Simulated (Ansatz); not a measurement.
## BiTe and the effect of the strain (εzz = s)

```
CELL_PARAMETERS angstrom
0.00000 3.23500 3.23500
3.23500 0.00000 3.23500
3.23500 3.23500 0.00000
ATOMIC_POSITIONS crystal
Bi 0.00000 0.00000 0.00000
Te 0.50000 0.50000 0.50000
```

Kept alike: task band structure; functional PBEsol; k mesh 7 × 7 × 7; occupations fermi-dirac, width 0.05 eV; no spin polarisation. Program: Ansatz, all-electron LAPW, scalar-relativistic, cutoff 177 eV. The mesh is that of the run's cell of 2 atoms. No spin-orbit coupling.

| run | free energy over the lowest row (meV/atom) |
| --- | --- |
| A | 23.71 |
| B | 9.09 |
| C | 0.00 |

The cell shown is the unstrained one; x, y and z are its Cartesian axes; atoms keep their fractions. For a metal such a mesh leaves the last digits unconverged.

Problem. The runs differ in the strain (εzz = s) alone: 0; 0.02; 0.04. Which run is which?

Solution. Run A is 0.04; run B is 0.02; run C is 0. The free energy rises from 0.00 to 23.71 meV/atom between 0 and 0.04.

Stretching the rocksalt cell along z costs energy at both strains, 9.09 meV/atom at 0.02 and 23.71 meV/atom at 0.04. The rise is markedly slower than the quadratic law expected around a stress-free cell. This suggests a sizeable linear term: the starting cell is probably already somewhat too large for this computational setup and would lower its energy by contracting. Anharmonic softening may contribute, but would have to be unusually strong to account for the curve alone.

The cost itself fits the bonding. The strain lengthens the Bi–Te contacts along z and weakens their p–p σ overlap, while the in-plane contacts keep their length. Internal relaxation can't soften this response, because both atoms remain on inversion centres in the strained cell and feel no net force by symmetry. The unstrained cell is therefore the lowest of the three states computed, but not demonstrably a minimum, and with no compressed cell or layered structure for comparison, the energies don't establish the equilibrium lattice constant or the stability of rocksalt BiTe.
